## Escape time of the mesoscopic capacitor source

A mesoscopic capacitor is a loop of one chiral edge channel, closed off from the outer edge by a quantum point contact (QPC) and covered by a gate. Raising the loop potential by one level spacing pushes one electron out, and lowering it again emits one hole. The device was operated in this way in GaAs by Fève and co-workers in 2007. This section derives the emitted charge, the mean escape time, the pulse shape and the charge per half period of a square drive.

### 1. Premises and conventions

1. One non-degenerate chiral channel with linear dispersion, velocity $v$, and a Fermi sea unbounded below. Energies are counted from the chemical potential $\mu=0$ of the incoming edge, whose occupation is the Fermi function $f(\epsilon)$ at temperature $T_e$.
2. The loop has length $\ell$. The round-trip time is $\tau_0=\ell/v$ and the level spacing is $\Delta=h/\tau_0$.
3. The QPC is point-like, with transmission probability $D$ independent of energy and of the drive. We write $r=\sqrt{1-D}$.
4. The gate imposes a potential energy $U(t)$, uniform along the loop and zero outside it.
5. Electrons are independent and phase coherent. Section 8 shows which interactions this premise absorbs.

The current $I$ is $e>0$ times the excess electron flux in the outgoing edge, so it is positive when electrons leave the dot. The drive period is $T$. Field operators are normalised in time, $\{\psi(t),\psi^\dagger(t')\}=\delta(t-t')$, so that $\psi^\dagger\psi$ is a flux.

### 2. Scattering in the time domain

Let $a$ be the field entering the loop and $b$ the field returning to the QPC. A real unitary QPC matrix is
$$\psi_{\rm out}=r\,\psi_{\rm in}+\sqrt D\,b,\qquad a=-\sqrt D\,\psi_{\rm in}+r\,b .$$
Any other choice of phases shifts only the constant $\phi_0$ below and the overall phase of $\psi_{\rm out}$. In the loop, $i\hbar(\partial_t+v\partial_x)\psi=U(t)\psi$. Integration along the line $x-vt={\rm const}$ gives
$$b(t)=e^{i\phi_0}\,e^{-i[\Phi(t)-\Phi(t-\tau_0)]}\,a(t-\tau_0),\qquad \Phi(t)=\frac1\hbar\int^t U(t')\,dt' ,$$
where $\phi_0$ is the round-trip phase at $\epsilon=0$, $U=0$, including the Aharonov-Bohm phase. Substituting these relations into each other repeatedly sorts the output by the number $q$ of round trips:
$$\psi_{\rm out}(t)=\sum_{q\ge0}A_q\,e^{iq\phi_0}\,e^{-i\theta_q(t)}\,\psi_{\rm in}(t-q\tau_0),\tag{1}$$
$$A_0=r,\qquad A_q=-D\,r^{q-1}\ (q\ge1),\qquad \theta_q(t)=\Phi(t)-\Phi(t-q\tau_0).$$

For constant $U$ and an input $e^{-i\epsilon t/\hbar}$ the series is geometric in $z=e^{i[\phi_0+2\pi(\epsilon-U)/\Delta]}$:
$$S=r-\frac{Dz}{1-rz}=\frac{r-z}{1-rz}.$$
The density of states of the dot is $N=(2\pi i)^{-1}S^*\,dS/d\epsilon$. With $d\ln S/d\ln z=z/(z-r)+rz/(1-rz)=(1-r^2)/|1-rz|^2$ on $|z|=1$, it is at $U=0$
$$N(\epsilon)=\frac1\Delta\,\frac{1-r^2}{|1-rz|^2}=\frac1\Delta\Big[1+2\sum_{k\ge1}r^k\cos k\Big(\phi_0+\frac{2\pi\epsilon}{\Delta}\Big)\Big].\tag{2}$$
Its peaks lie at $\epsilon_m=\Delta(m-\phi_0/2\pi)$. For $\phi_0=\pi$ the Fermi level is midway between two peaks, and for $\phi_0=0$ it is on a peak.

Geometric series in $r^2=1-D$ give the sums needed below, with $k\ge1$:
$$\sum_qA_q^2=r^2+D=1,\qquad \sum_qqA_q^2=1,\qquad \sum_qq^2A_q^2=\frac{2-D}{D},\tag{3}$$
$$\sum_qA_qA_{q+k}=-Dr^k+Dr^k=0,\qquad \sum_qqA_qA_{q+k}=r^k.\tag{4}$$
They use $\sum_{q\ge1}x^{q-1}=(1-x)^{-1}$, $\sum qx^{q-1}=(1-x)^{-2}$ and $\sum q^2x^{q-1}=(1+x)(1-x)^{-3}$ at $x=r^2$. The first sum in each line expresses $|S|=1$.

### 3. The current

The incoming coherence is $g(s)=\langle\psi^\dagger_{\rm in}(t-s)\psi_{\rm in}(t)\rangle=\int (d\epsilon/h)\,f(\epsilon)\,e^{-i\epsilon s/\hbar}$. One integration by parts, with $s\to s+i0$ removing the lower boundary term, leaves the Fourier transform of $-f'$, which is $x/\sinh x$:
$$g(s)=\frac{i}{2\pi s}\,\frac{x}{\sinh x},\qquad x=\frac{\pi k_BT_e\,s}{\hbar}.$$
The pole at $s=0$ is the infinite flux of the filled sea. Deep states are filled in the input, and unitary scattering leaves them filled in the output, so they carry no signal. The current is the excess over the sea, $I(t)=e\lim_{s\to0}[\langle\psi^\dagger_{\rm out}(t-s)\psi_{\rm out}(t)\rangle-g(s)]$. From (1),
$$\langle\psi^\dagger_{\rm out}(t')\psi_{\rm out}(t)\rangle=\sum_{q,q'}A_qA_{q'}\,e^{i(q-q')\phi_0}\,e^{-i\theta_q(t)+i\theta_{q'}(t')}\,g\big(t-t'-(q-q')\tau_0\big).$$

**Diagonal terms, $q=q'$.** Since $\sum A_q^2=1$, the subtraction can be made term by term. The factor $e^{-i[\theta_q(t)-\theta_q(t-s)]}-1\to-i\dot\theta_q s$ multiplies $i/2\pi s$ and leaves $\dot\theta_q/2\pi$:
$$I_d(t)=\frac eh\sum_{q\ge1}A_q^2\,\big[U(t)-U(t-q\tau_0)\big].\tag{5}$$
An electron that entered at $t-q\tau_0$ leaves with its energy changed by $U(t)-U(t-q\tau_0)$, and a Fermi sea shifted by $\delta\mu$ carries the current $e\,\delta\mu/h$. This part is linear in $U$ and independent of $\phi_0$ and $T_e$.

**Interference terms.** For $q'=q+k$ one may set $s=0$. The phase difference is $\theta_{q+k}(t)-\theta_q(t)=\chi_k(t-q\tau_0)$ with
$$\chi_k(u)=\frac1\hbar\int_{u-k\tau_0}^{u}U(t')\,dt' .$$
The term with $q$ and $q'$ exchanged is the complex conjugate, because $g(-s)=g(s)^*$. Hence
$$I_x(t)=\frac{e}{\pi\tau_0}\,{\rm Re}\sum_{k\ge1}\frac{i\lambda_k}{k}\,e^{-ik\phi_0}\sum_{q\ge0}A_qA_{q+k}\,e^{i\chi_k(t-q\tau_0)},\tag{6}$$
$$\lambda_k=\frac{x_k}{\sinh x_k},\qquad x_k=\frac{2\pi^2k\,k_BT_e}{\Delta}.$$
By the first sum in (4), anything independent of $q$ may be subtracted from $e^{i\chi_k}$. Equations (5) and (6) are exact for any $U(t)$ under the premises.

### 4. Emitted charge

Let $U$ rise from $0$ to $U_0$ along any ramp. For a function $F$ with limits $F_\pm$ at $t\to\pm\infty$, $\int[F(t)-F(t-a)]\,dt=a(F_+-F_-)$. In (5) this gives $q\tau_0U_0$, and with (3) the diagonal charge is $eU_0\tau_0/h=eU_0/\Delta$. In (6) subtract $e^{i\chi_k(t)}$, whose limits are $1$ and $e^{2\pi ikU_0/\Delta}$. The integral is $q\tau_0(1-e^{2\pi ikU_0/\Delta})$, and the second sum in (4) gives $r^k$. With ${\rm Re}(ie^{-i\alpha})=\sin\alpha$,
$$\frac Qe=\frac{U_0}{\Delta}+\sum_{k\ge1}\frac{r^k\lambda_k}{\pi k}\Big[\sin k\phi_0-\sin k\Big(\phi_0-\frac{2\pi U_0}{\Delta}\Big)\Big].\tag{7}$$
Inserting (2) into $\int N(\epsilon)[f(\epsilon)-f(\epsilon+U_0)]\,d\epsilon$, the change of the equilibrium dot population, gives the same expression, as charge conservation requires.

For $U_0=\Delta$ the bracket vanishes for every $k$, so
$$Q=e,\qquad C\equiv\frac{Q}{U_0/e}=\frac{e^2}{\Delta},$$
independent of $D$, $\phi_0$, $T_e$ and the ramp. The spectrum shifted by $\Delta$ coincides with itself, and one period of $N$ holds one state. $C$ is the ratio of charge to a finite step. The small-signal quantum capacitance $e^2\int N(-f')\,d\epsilon$ does depend on $D$. Also, $Q$ is a mean value. It does not exclude neutral electron-hole pairs emitted along with the electron.

### 5. Mean escape time

Take $U_0=\Delta$ and put $t=0$ at the centroid of the ramp, $\int t\,\dot U\,dt=0$. The escape time is defined as the first moment $\langle t\rangle=\int t\,I\,dt/Q$.

**Diagonal part.** Write $U(t)-U(t-a)=\int dt'\,\dot U(t')\,\mathbb 1[t'<t<t'+a]$. Then $\int t\,[U(t)-U(t-a)]\,dt=\int\dot U(t')(at'+a^2/2)\,dt'=\Delta a^2/2$. With $a=q\tau_0$, $\Delta/h=1/\tau_0$ and the last sum in (3),
$$\tau=\frac{\tau_0}{2}\,\frac{2-D}{D}=\frac h\Delta\Big(\frac1D-\frac12\Big).\tag{8}$$
An electron caught in the loop by the step is on average half a turn from the QPC and then fails $(1-D)/D$ times on average, and $\frac12+(1-D)/D=1/D-\frac12$. The same time equals $(h/2)\int N^2d\epsilon$ over one period, since (2) gives $\int N^2d\epsilon=(1+r^2)/[\Delta(1-r^2)]$. Written as $\tau=RC$, it defines $R=(h/e^2)(1/D-1/2)$. At $D=1$ this is $h/2e^2$, the value that Büttiker, Thomas and Prêtre (1993) found for the small-signal resistance of a coherent single channel.

**Interference part.** Now $e^{i\chi_k}-1$ vanishes at both ends. Define $J_k=\int(e^{i\chi_k(u)}-1)\,du$. Shifting $t=u+q\tau_0$ gives a $q$-independent term, which (4) removes, plus $q\tau_0J_k$. Thus $\langle t\rangle=\tau+\delta\tau$ with
$$\delta\tau=\frac1\pi\,{\rm Re}\sum_{k\ge1}\frac{i\lambda_kr^k}{k}\,e^{-ik\phi_0}J_k .$$
For a symmetric ramp, $U(t)+U(-t)=\Delta$, the substitution $t'\to-t'$ shows $\chi_k(k\tau_0-u)=2\pi k-\chi_k(u)$, so $J_k$ is real and $\delta\tau=\pi^{-1}\sum_k\lambda_kr^kJ_k\sin(k\phi_0)/k$. Two exact statements follow.

- At $\phi_0=\pi$ and $\phi_0=0$, $\delta\tau=0$. The mean delay from the ramp midpoint is $\tau$ for any rise time and any temperature.
- The reverse ramp $U\to\Delta-U$ turns $J_k$ into $J_k^*=J_k$. The interference moment is unchanged while $Q=-e$, so the hole has $\langle t\rangle=\tau-\delta\tau$. The average of electron and hole delays is $\tau$ for every $\phi_0$.

For a sudden step, $\chi_k=2\pi u/\tau_0$ on $0<u<k\tau_0$ and $e^{i\chi_k}=1$ elsewhere, so $J_k=-k\tau_0$ and
$$\delta\tau=-\frac{\tau_0}{\pi}\sum_{k\ge1}\lambda_kr^k\sin k\phi_0\ \xrightarrow{\,T_e\to0\,}\ -\frac{\tau_0}{\pi}\,\frac{r\sin\phi_0}{1-2r\cos\phi_0+r^2}.\tag{9}$$
The zero-temperature form is extremal at $\cos\phi_0=2r/(1+r^2)$, where $|\delta\tau|=\tau_0r/\pi D$. For small $D$ this is a fraction $1/\pi\approx0.32$ of $\tau$, reached when a level lies half its full width $D\Delta/2\pi$ from $\mu$. At finite temperature, $\lambda_k$ decreases with $k$ and $\int_0^\infty x\,dx/\sinh x=\pi^2/4$, so
$$\sum_{k\ge1}\lambda_k<\frac{\Delta}{8k_BT_e},\qquad|\delta\tau|<\frac{\hbar}{4k_BT_e}.\tag{10}$$

### 6. Pulse shape after a sudden step

For $n\tau_0<t<(n+1)\tau_0$ only $q>n$ contributes to (5), and $\sum_{q>n}A_q^2=Dr^{2n}$:
$$I_d(t)=\frac{e}{\tau_0}\,D\,(1-D)^n.\tag{11}$$
In (6), after subtracting $1$, the pairs with $q\le n<q+k$ survive, each with the factor $e^{2\pi it/\tau_0}-1$. Their weight is $C_k(n)=\sum_{q\le n<q+k}A_qA_{q+k}$. Since $\sum_{q>m}A_qA_{q+k}$ equals $Dr^{k+2m}$ for $m\ge0$ and $0$ for $m<0$, the difference between $m=n-k$ and $m=n$ gives
$$C_k(n)=Dr^{2n}(r^{-k}-r^k)\ \ (k\le n),\qquad C_k(n)=-Dr^{2n+k}\ \ (k>n).$$
At $\phi_0=\pi$,
$$I_x(t)=-\frac{e}{\pi\tau_0}\,\sin\frac{2\pi t}{\tau_0}\,\sum_{k\ge1}\frac{(-1)^k\lambda_k}{k}\,C_k(n).$$
This is a ripple at frequency $\Delta/h$ that carries no charge in any interval. For $n=0$ and $T_e=0$ the sum is $D\ln(1+r)$, so the ripple amplitude relative to (11) is $\ln(1+r)/\pi$, at most $\ln2/\pi\approx0.22$. The terms with $k$ near $n$ fall as $r^n\lambda_n/n$, more slowly than (11) at late times unless $x_1>\ln(1/r)$. A detector slower than $\tau_0$ averages the ripple away.

The charge per interval at $\phi_0=\pi$ is therefore exactly geometric. The charge not yet emitted at $t=n\tau_0$ is $e(1-D)^n=e\,e^{-n\tau_0/\tau_*}$, with
$$\tau_*=\frac{\tau_0}{\ln[1/(1-D)]}=\tau_0\Big(\frac1D-\frac12-\frac D{12}-\dots\Big),\qquad \tau=\frac{\tau_0}{2}\coth\frac{\tau_0}{2\tau_*}.\tag{12}$$
The decay constant $\tau_*$ and the mean delay $\tau$ differ by a fraction $D^2/12$ at small $D$. On time scales longer than $\tau_0$ and for $D\ll1$,
$$I(t)\simeq\frac e\tau\,e^{-t/\tau}.$$
At $D=1$ the pulse is a rectangle of height $e/\tau_0$ and length $\tau_0$. Equation (8) still gives its centroid $\tau_0/2$, but there is no exponential.

### 7. Square drive

Let $U$ alternate between $\Delta$ and $0$ with period $T=2M\tau_0$, $M$ an integer. Label intervals of length $\tau_0$ by $m$, with $\sigma(m)=1$ where $U=\Delta$ and $0$ otherwise, so that $\sigma(m+M)=1-\sigma(m)$.

**Diagonal part.** Equation (5) is linear, so the responses (11) to all earlier edges add with alternating sign. The edge $j$ half periods back contributes $(-1)^je\,[(1-D)^{jM}-(1-D)^{(j+1)M}]$ to the half period with $U=\Delta$. The sum over $j\ge0$ is geometric:
$$Q_{1/2}=e\,\frac{1-(1-D)^M}{1+(1-D)^M}=e\tanh\frac{T}{4\tau_*}.\tag{13}$$

**Interference part.** For $u=m\tau_0+s$ with $0<s<\tau_0$, the window of $\chi_k(u)$ covers a length $s$ of interval $m$, a length $\tau_0-s$ of interval $m-k$, and whole intervals between them, each worth $0$ or $2\pi$. Hence $\chi_k=(2\pi s/\tau_0)[\sigma(m)-\sigma(m-k)]$ modulo $2\pi$. The integral of $e^{i\chi_k}-1$ over the interval is $-\tau_0$ if $\sigma(m)\ne\sigma(m-k)$ and $0$ otherwise. This condition has period $M$ in $m$, so its sum over the $M$ intervals of a half period does not depend on the shift $q$, and (4) cancels it. Equation (13) is then exact for all $D$, $\phi_0$ and $T_e$. Replacing $\tau_*$ by $\tau$ gives
$$Q_{1/2}\simeq e\tanh\frac{T}{4\tau},$$
with the argument changed by a fraction $D^2/12$. The charge is $e(1-2e^{-T/2\tau})$ for $T\gg\tau$ and $eT/4\tau$ for $T\ll\tau$, when the dot has no time to empty or refill.

**Other periods.** Between multiples of $\tau_0$ the charge not yet emitted follows the chord of the exponential, which exceeds it by a fraction of at most about $D^2/8$. For the interference part, suppose $\hbar/\pi k_BT_e\ll T/2$, so that only $k\tau_0<T/2$ matters. Then $e^{i\chi_k}-1=e^{\pm2\pi iu/\tau_0}-1$ in a window of length $k\tau_0$ after each up or down edge, and it is zero elsewhere. Its integral over a half period that starts a time $u_0$ into a window is $-k\tau_0\mp i(\tau_0/\pi)(1-\cos2\pi u_0/\tau_0)$. The constant cancels by (4). The remainder is at most $2\tau_0/\pi$, occurs for about $k$ values of $q\ge1$ per earlier edge, and has weight $A_qA_{q+k}\le D^2$. With (6) and (10), each edge adds at most about $eD^2\Delta/4\pi^2k_BT_e$. Older edges are damped as $r^{2q}$, so this is the order of the correction for $T\gtrsim\tau$.

### 8. What $\Delta$ means in the presence of charging

The Coulomb energy of one electron on a micrometre-sized loop is not small against the bare spacing, so premise 5 needs support. For one chiral channel with linear dispersion and bare velocity $v_0$, the Hamiltonian can be written in terms of the excess electron density $\rho(x)$ as $(hv_0/2)\int\rho^2dx$. Gates at a distance $d\ll\ell$ screen the interaction to a local one. With capacitance per length $c$ to all gates and $c_g$ to the driven gate at voltage $V_g$, the electrostatic energy is $\int(e\rho-c_gV_g)^2dx/2c$. Up to a constant the total is
$$H=\frac{hv}{2}\int\rho^2dx+U\int\rho\,dx,\qquad v=v_0+\frac{e^2}{hc},\qquad U=-\frac{c_g}{c}\,eV_g .$$
This is again the Hamiltonian of free fermions, with velocity $v$. All results hold with
$$\Delta=\frac{hv}{\ell}=\frac{hv_0}{\ell}+\frac{e^2}{c\ell},$$
which is the addition energy of the loop. Then $e^2/\Delta$ is the quantum capacitance $e^2\ell/hv_0$ in series with the geometric capacitance $c\ell$, and it reduces to the quantum capacitance only when $c\gg e^2/hv_0$. The charge per volt of gate step is $(c_g/c)\,e^2/\Delta$.

### 9. Range of validity

- **Charge.** $Q=e$ needs only $U_0=\Delta$ and full relaxation. A mismatch changes it as in (7).
- **Escape time.** Equation (8) is the exact mean delay at $\phi_0=\pi$ or $0$, and the exact electron-hole average at any $\phi_0$, for symmetric ramps. Otherwise a sudden step adds (9), up to $\tau/\pi$.
- **Exponential shape.** It requires $D\ll1$, time resolution coarser than $\tau_0$, rise time short against $\tau$, and levels far from $\mu$ compared with their width.
- **Temperature and dephasing.** Both act only on (6), dephasing so long as it multiplies each $k$ term by a $q$-independent factor. They leave $Q$, $\tau$ and (13) unchanged. An energy-resolved single electron needs in addition $k_BT_e\ll\Delta$.
- **Channel.** $D$ and $v$ must be constant over an energy range of order $\Delta$, which must lie well inside the bulk gap. The drive must not modulate the QPC.
- **Interactions.** The mapping of Section 8 needs a single channel, $d\ll\ell$, and negligible interaction across the QPC. With two co-propagating channels, as at filling factor $\nu=2$, the interchannel interaction mixes the densities into a fast and a slow mode, the mapping fails, and (8) and (11) are no longer exact.

### 10. Illustration: graphene dot with $\Delta=1$ meV

Take a gate-defined loop in boron-nitride-encapsulated graphene at $\nu=1$, where exchange lifts the spin and valley degeneracy and one channel runs along the edge. The $\nu=1$ gap is typically several meV near 10 T, so it exceeds $\Delta$ only by a factor of a few. With $\Delta=1$ meV as the addition energy,
$$\tau_0=4.136\ {\rm ps},\qquad \Delta/h=241.8\ {\rm GHz},\qquad e^2/\Delta=160.2\ {\rm aF}.$$

The size of the charging term follows from illustrative inputs. A line charge between gates has $c$ equal to $2\pi\varepsilon\varepsilon_0$ divided by a logarithm of order 2. With an approximate $\varepsilon=4$, $2\pi\varepsilon\varepsilon_0=2.2\times10^{-10}$ F/m, and we take $c=1\times10^{-10}$ F/m and $v_0=1\times10^5$ m/s. Then $e^2/hc=3.9\times10^5$ m/s, $v=4.9\times10^5$ m/s and $\ell=v\tau_0=2.0\ \mu$m, far above a typical $d$ of 30 nm. Of the 1 meV, 0.79 meV is charging and 0.21 meV is bare spacing. For equal top and bottom gates with one driven, $c_g/c=1/2$ and the gate step is 2 mV.

Choose $\phi_0=\pi$, $T_e=100$ mK and $M=121$, that is $T=1.001$ ns. Then $k_BT_e=8.6\ \mu$eV, $x_1=0.170$ and $\hbar/\pi k_BT_e=24$ ps.

| $D$ | $\tau$ (ps) | $\tau_*$ (ps) | $Q_{1/2}/e$ |
|---|---|---|---|
| 0.5 | 6.20 | 5.97 | 1.000 |
| 0.1 | 39.29 | 39.25 | 1.000 |
| 0.02 | 204.7 | 204.7 | 0.840 |
| 0.005 | 825.1 | 825.1 | 0.294 |

The digits serve to compare $\tau$ with $\tau_*$ and belong to the model. For $D=0.02$, detuning $\phi_0$ towards a resonance could shift the electron delay by up to 65 ps at zero temperature, but by less than 19.1 ps at 100 mK according to (10). A period off the commensurate value changes $Q_{1/2}/e$ through interference by an amount of order $1.2\times10^{-3}$. Gate pulses delivered to a cryostat have typical rise times of some tens of picoseconds, much longer than $\tau_0$. The staircase (11) is then washed out, and for the first two rows the pulse shape is set largely by the ramp, while the charge and the delay from the midpoint of a symmetric ramp keep their values. The exponential regime is that of the last two rows. The model's source at $D=0.02$ has an escape time of about 0.2 ns and delivers 0.84 of an electron per half period near 1 GHz. These figures rest on the assumed $\Delta$, $D$ and single-channel edge and are not properties of graphene.